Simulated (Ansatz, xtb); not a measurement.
Two conformers of FHOSeSi

Structure I is `O=[Si](F)[SeH]`, a singlet and structure II is `O=[Si](F)[SeH]`, a singlet. Both are isolated molecules in the gas phase, relaxed with r2SCAN-D4/def2-SVP.

I (Å):

```xyz
5

F    -2.5691   -0.5446    0.8488
O    -0.7613    0.4225    2.7567
Se   -0.0566   -2.2541    0.7640
Si   -1.1745   -0.5461    1.6506
H     1.0840   -1.9898    1.6569
```

II (Å):

```xyz
5

F    -0.1355   -1.3427    2.9985
O    -2.3868   -2.3717    1.6903
Se   -0.4251   -0.0637    0.1944
Si   -1.1597   -1.4667    1.7608
H     0.7080    0.3559    1.0367
```

Energies in hartree; the thermal terms are from r2SCAN-D4/def2-SVP harmonic frequencies (ideal gas, rigid rotor, one conformer each, 298.15 K, 1 atm) and include the zero-point energy:

```
                                I            II
E, CCSD(T)/def2-TZVP  −2864.751016  −2864.749697
   zero-point energy      0.015398      0.015318
        H(298 K) − E      0.021550      0.021497
        G(298 K) − E     −0.014567     −0.014668
```

Q: Work out ΔE, ΔE₀, ΔH and ΔG for I → II in kcal/mol (1 Eh = 627.51 kcal/mol) and the equilibrium ratio [II]/[I].

A: 1. ΔE = −2864.749697 − (−2864.751016) = +0.001319 Eh = +0.83 kcal/mol.
2. ΔE₀ = ΔE + ΔZPE = +0.001319 + (−0.000080) Eh = +0.78 kcal/mol.
3. ΔH = ΔE + (−0.000053) Eh = +0.79 kcal/mol.
4. ΔG = ΔE + (−0.000101) Eh = +0.76 kcal/mol, so ΔS = (ΔH − ΔG)/T = +0.4 J/(mol K).
5. kT = 0.9442 mEh, so K = [II]/[I] = exp(−ΔG/kT) = exp(−1.29) ≈ 0.28.

The two are too close for this level to say which is favoured. An error of 1 kcal/mol in ΔG would change K by a factor of 5.4. Mirror images and further conformers aren't counted.

Other levels gave ΔE = +0.8 (r2SCAN-D4/def2-SVP); +0.8 (HF/def2-TZVP); +0.9 (MP2/def2-TZVP) kcal/mol. The correlated steps freeze 16 core orbitals; the filled d shell of Se is correlated, in a basis made for valence electrons. Programs: Ansatz 0.2.0.

The two structures are planar rotamers about the Si–Se bond: the selenol hydrogen lies on the oxygen side in I and on the fluorine side in II. Both keep the p-type lone pair on selenium aligned for donation into the Si=O π* and other acceptor orbitals at silicon, so rotation between them changes little in the bonding. The slight lean towards I probably reflects electrostatics, with the weakly positive hydrogen facing the strongly negative oxygen of the polar Si=O bond. The H···O contact is too long for a real hydrogen bond, and the low polarity of Se–H and the long Si–Se bond keep the effect small.

Hartree–Fock already gives nearly the whole difference, which suggests that correlation contributes almost equally to both forms and that dispersion does not decide the order. The vibrational and entropic terms also nearly cancel, so the calculated ratio follows the electronic energy. How quickly the rotamers interconvert remains open, since that depends on the torsional barrier.
